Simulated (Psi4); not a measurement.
A ladder of methods for CH5O2Sc (SMILES [CH3][Sc]([OH])[OH])

The species is CH5O2Sc (9 atoms), meant as a singlet with charge 0. SMILES: `[CH3][Sc]([OH])[OH]`. Geometry: optimised at PBE0/def2-TZVP. This is one conformer, not always the lowest.

```xyz
9

C    -0.0774    1.0386   -1.1845
Sc    0.0142   -0.3942    0.4839
O     1.3456   -1.6980    0.3747
O    -1.2139   -0.1445    1.8673
H     0.1169    0.5656   -2.1552
H     0.6901    1.8173   -1.0680
H    -1.0401    1.5579   -1.2556
H     1.9869   -2.3944    0.4762
H    -1.7869   -0.1518    2.6276
```

Each level gives the dipole moment (D). The values are calculated.

```tsv
level	kind	program	value (D)	CPU time
PBE-D4/def2-TZVPP (density fitting)	GGA	Psi4	2.15	44 s
r2SCAN-D4/def2-TZVPP (density fitting)	meta-GGA	Psi4	2.14	2.6 min
B3LYP-D4/def2-TZVPP (density fitting)	global hybrid	Psi4	2.16	55 s
PBE0-D4/def2-TZVPP (density fitting)	global hybrid	Psi4	2.13	42 s
wB97M-V/def2-TZVPP (density fitting)	range-separated hybrid	Psi4	2.21	3.2 min
```

The values span 2.13 to 2.21 D. Magnitudes only. CPU times are rough (shared hosts, several kinds of processor and program).

The dipole moment hardly depends on the functional. The four values from PBE to PBE0 lie between 2.13 and 2.16 D, and only wB97M-V stands slightly apart at 2.21 D. Exact exchange has no uniform effect: PBE0 falls just below PBE, while B3LYP and wB97M-V lie above it.

This insensitivity fits formally d0 Sc(III), which has no partly filled d shell whose occupation could shift between functionals. The bonds to the electropositive metal are strongly polar, with the valence density mostly on oxygen and carbon. In the given structure the metal centre is essentially planar and the Sc–O–H units are nearly linear, an arrangement consistent with ionic bonding and some oxygen π donation into empty d orbitals. The moderate total moment therefore probably reflects partial cancellation of large bond dipoles rather than weak polarity.

The close agreement supports a moment slightly above 2 D for this structure, but without a correlated wavefunction or experimental reference it cannot show which functional is most accurate.
